## How indium antimonide stiffens under pressure

A crystal squeezed to a smaller volume pushes back, and one stretched beyond its natural volume pulls inward. For a small change a single number, the bulk modulus, connects volume with pressure. It is less clear how far that number can be trusted, and what should replace it when the change grows to several per cent. The table below gives density-functional results for zincblende InSb in the local density approximation (LDA). Two pressures are left open, to be worked out from the others.

Zincblende InSb at a series of fixed volumes, computed with Ansatz 0.2.0: LDA, all-electron PAW, scalar-relativistic, without spin polarisation. Plane-wave cutoff 240 eV, 10×10×10 k mesh, Fermi–Dirac smearing of 0.03 eV. Positive pressure means compression.

| volume (Å³/atom) | shortest distance (Å) | pressure (GPa) |
| --- | --- | --- |
| 31.945 | 2.748 | 2.568 |
| 31.962 | 2.748 | ? |
| 32.624 | 2.767 | ? |
| 33.304 | 2.786 | 0.348 |
| 33.644 | 2.796 | -0.130 |
| 33.984 | 2.805 | -0.580 |
| 34.324 | 2.814 | -1.004 |
| 34.664 | 2.824 | -1.404 |
| 35.343 | 2.842 | -2.135 |
| 36.023 | 2.860 | -2.784 |

The volume is given per atom, and positive pressure means that the crystal is compressed. In this structure each atom has four neighbours of the other kind, at the shortest distance listed. Both atoms sit at sites where symmetry cancels the forces, so a change of volume only scales the bonds and leaves the angles alone. The whole series therefore follows a single coordinate, the bond length.

### Reading the known rows

The pressure changes sign between 33.304 and 33.644 Å³ per atom, so the volume at which this calculation leaves InSb free of pressure lies in that gap. The two sides of this point are not mirror images. At 31.945 Å³ the crystal has lost about 1.6 Å³ per atom and pushes with 2.57 GPa. At 35.343 Å³ it has gained about 1.8 Å³, a larger change, yet it pulls with only 2.14 GPa.

The local stiffness makes the same point more sharply. The bulk modulus is $B=-\mathrm{d}P/\mathrm{d}\ln V$, where $P$ is the pressure and $V$ the volume. It is estimated from two rows by dividing the drop in pressure by the rise in $\ln V$. Between 31.945 and 33.304 Å³ this gives 53 GPa, but between the two largest volumes only 34 GPa. The same crystal is more than half as stiff again at the compressed end as at the stretched end.

These two values also show how fast the stiffness grows with pressure. The mean pressures of the two intervals are about 1.46 and −2.46 GPa, so the slope is $(53.3-34.1)/(1.46+2.46)\approx 4.9$. Each added gigapascal of pressure raises the bulk modulus by roughly 5 GPa. This slope, written $B'$, has no unit and would be zero if the bulk modulus stayed constant.

### Why compression stiffens the bonds

Standard bonding theory explains the sign of the effect. Shortening the bonds squeezes the valence electrons into less space, which raises their kinetic energy, and it presses them against the filled inner shells of In and Sb, where the Pauli principle makes their presence costly. Together these repulsive effects grow quickly as the atoms approach. The attraction that holds the crystal together changes more gently. On compression the steep part of the energy takes over; on stretching it fades, and the inward pull grows more and more slowly.

A diatomic molecule described by a Morse curve behaves in the same way: its energy rises steeply when the bond is shortened and flattens when it is lengthened. The comparison is fair here because uniform scaling leaves the crystal, too, with one length to vary. It holds for the shape of the curve only. The valence electrons of the crystal are shared among many atoms, so its energy is not a sum of independent molecular bonds.

A simple estimate shows that the squeezing of free electrons is not enough. Suppose the repulsion grew as $1/d^2$, like the kinetic energy of an electron gas, and the attraction as $1/d$, with $d$ the bond length. For two such powers $m$ and $n$, $B'=(m+n+6)/3$, which gives $(2+1+6)/3=3$. The rows ask for nearly 5, hence for larger powers, which means energies that change faster with the bond length. Repulsion from the inner shells is one natural source. Because $m$ and $n$ enter the formula alike, an attraction that fades faster than $1/d$, as expected for covalent bonds, raises $B'$ too. The table cannot separate the two.

### From the energy to a pressure formula

To turn this picture into numbers, the energy is expanded about its minimum. A convenient measure of compression is the Eulerian strain

$$f=\tfrac12\left[(V_0/V)^{2/3}-1\right],$$

where $V_0$ is the volume at zero pressure. It is positive in compression and negative in tension. The energy needs a term in $f^2$, which gives the basic stiffness, and one in $f^3$, which adjusts how unequal the two sides are:

$$E=E_0+\tfrac92 B_0V_0f^2\left[1+(B'-4)f\right].$$

Here $E_0$ is the energy at the minimum and $B_0$ the bulk modulus at zero pressure. Pressure is the energy gained per unit of volume removed, $P=-\mathrm{d}E/\mathrm{d}V$. Carrying out the derivative gives the third-order Birch–Murnaghan equation,

$$P=3B_0f(1+2f)^{5/2}\left[1+\tfrac32(B'-4)f\right].$$

The factor in front of the bracket already describes a crystal that stiffens with $B'=4$. A small part of this arises because $f$ itself grows faster than the volume shrinks, and most of it comes from the power of $(1+2f)$. The bracket corrects for any departure from 4.

A least-squares fit to the eight known pressures gives $V_0=33.55$ Å³ per atom, $B_0=46.5$ GPa and $B'=4.87$. The last value agrees with the rough slope found above from four rows. The typical misfit is below 0.001 GPa, so three constants carry the whole known curve. Such a fit confirms its smooth shape but does not prove the microscopic cause.

The energies of the same runs, which took no part in the fit, offer a check of consistency. Pressure is by definition the slope of the energy, so agreement tests the numerics and the formula, not the physical picture. Compressing the crystal from 33.644 to 31.945 Å³ costs 0.024 eV per two-atom cell according to the energies, and the formula gives the same. Stretching it from 33.644 to 36.023 Å³ costs 0.046 eV by both routes. Pressure and energy thus describe one curve to within the 0.001 eV to which the energies are given.

### Two predictions

The volume 32.624 Å³ lies well inside the known range. With $V_0/V=33.55/32.624$, the strain is $f\approx0.0094$. The formula then gives

$$P\approx 3(46.5)(0.0094)\times1.048\times1.012\approx1.39\ \text{GPa}.$$

The first product is the response of a spring in $f$; the factor 1.048 is $(1+2f)^{5/2}$, and 1.012 is the bracket.

The prediction is **1.39 ± 0.02 GPa**. When each known row is left out in turn and predicted from the others, the typical error is only about 0.001 GPa; the wider bar allows for the choice of formula. A straight line between the known neighbours would give 1.46 GPa. The true curve should pass below that line, because the pressure falls steeply at first and more gently later.

The volume 31.962 Å³ is almost the same as the known 31.945 Å³. The local bulk modulus there is about $46.5+4.87\times2.57\approx59$ GPa. An increase of 0.017 Å³ should therefore lower the pressure by $59\times0.017/31.945\approx0.03$ GPa, from 2.57 to 2.54 GPa.

The prediction is **2.54 ± 0.35 GPa**, and its wide bar has a different origin. The other volumes are regular fractions of 33.984 Å³, such as 0.94, 0.96 or 0.98, whereas this one is not. It may belong to a separately prepared cell, perhaps with another description of the inner shells. If that moved the natural lattice constant by 0.2%, the volume would move by 0.6% and the pressure by about $0.006\times59\approx0.35$ GPa.

### The computed values

The withheld rows as computed:

| volume (Å³/atom) | shortest distance (Å) | pressure (GPa) |
| --- | --- | --- |
| 31.962 | 2.748 | 2.537 |
| 32.624 | 2.767 | 1.393 |

Both predictions hold. At 32.624 Å³ the computed pressure is 1.393 GPa, which is 0.003 GPa above the stated 1.39. At 31.962 Å³ it is 2.537 GPa, or 0.003 GPa below the stated 2.54. Most of each difference comes from rounding the prediction; the unrounded curve misses by less than 0.001 GPa, no more than the rounding of the listed volumes can cause.

The wide bar at 31.962 Å³ turned out to be far too cautious. The pressure is 0.031 GPa below that of the neighbouring row, just the drop expected for a cell prepared in the same way. The settings of the run confirm this: it used the same cell as the other rows, scaled to 0.9405 of the reference volume, with the same kind of datasets and the same k mesh. The odd volume was only an odd choice of scale.

The value at 32.624 Å³ lies 0.066 GPa below the straight line between its known neighbours. Most of that gap is the stiffening made visible: a straight line spreads the pressure drop evenly over the interval, while the crystal gives up more of it at the compressed end. A small part would remain even with a constant bulk modulus, because the same step in volume is a larger relative change when the volume is small.

### What a simpler formula would have missed

Setting $B'=4$ removes one constant. Fitted to the same eight rows, this shorter formula also gives 1.393 GPa at 32.624 Å³, as close as the full one. At 31.962 Å³, however, it is 0.04 GPa too low, and its typical misfit on the known rows is about 0.03 GPa. Its success at the first volume shows only that two curves can cross there. A single well-predicted point is weak evidence for a formula.

A constant bulk modulus fails more plainly. Its best fit to the known rows is 0.26 GPa too low at 31.962 Å³, about a tenth of the pressure there. An engineer who converts volume changes of several per cent into pressure should therefore let the modulus grow with pressure. Close to zero pressure, the single value of 46.5 GPa serves well for this calculated crystal.

The numbers belong to a motionless lattice held in the zincblende structure. Real InSb leaves that structure at a pressure of very roughly 2 to 3 GPa, so the most compressed rows may describe a form that is no longer the stable one. The runs also give no band gap, although InSb is a semiconductor. This is a familiar failure of LDA, and adding the spin–orbit coupling left out here is not expected to repair it. It harms predictions of the bands much more than those of the pressure. The PAW datasets were made for this crystal, but possibly with another functional, PBE, than the LDA used here, which could shift the zero-pressure volume and the bulk modulus somewhat. LDA itself tends to bind crystals slightly too tightly, so its pressure at a given volume is expected to be somewhat too low.

The same reasoning carries over to GaAs in the same structure. Its bonds are shorter and stronger, so an equal percentage of compression calls for a clearly higher pressure. Its stiffness should grow with pressure at a similar rate, with $B'$ expected between about 4 and 5. Plotted against $V/V_0$, the two pressure curves should then have much the same bend and differ mainly in height, which is set by $B_0$.
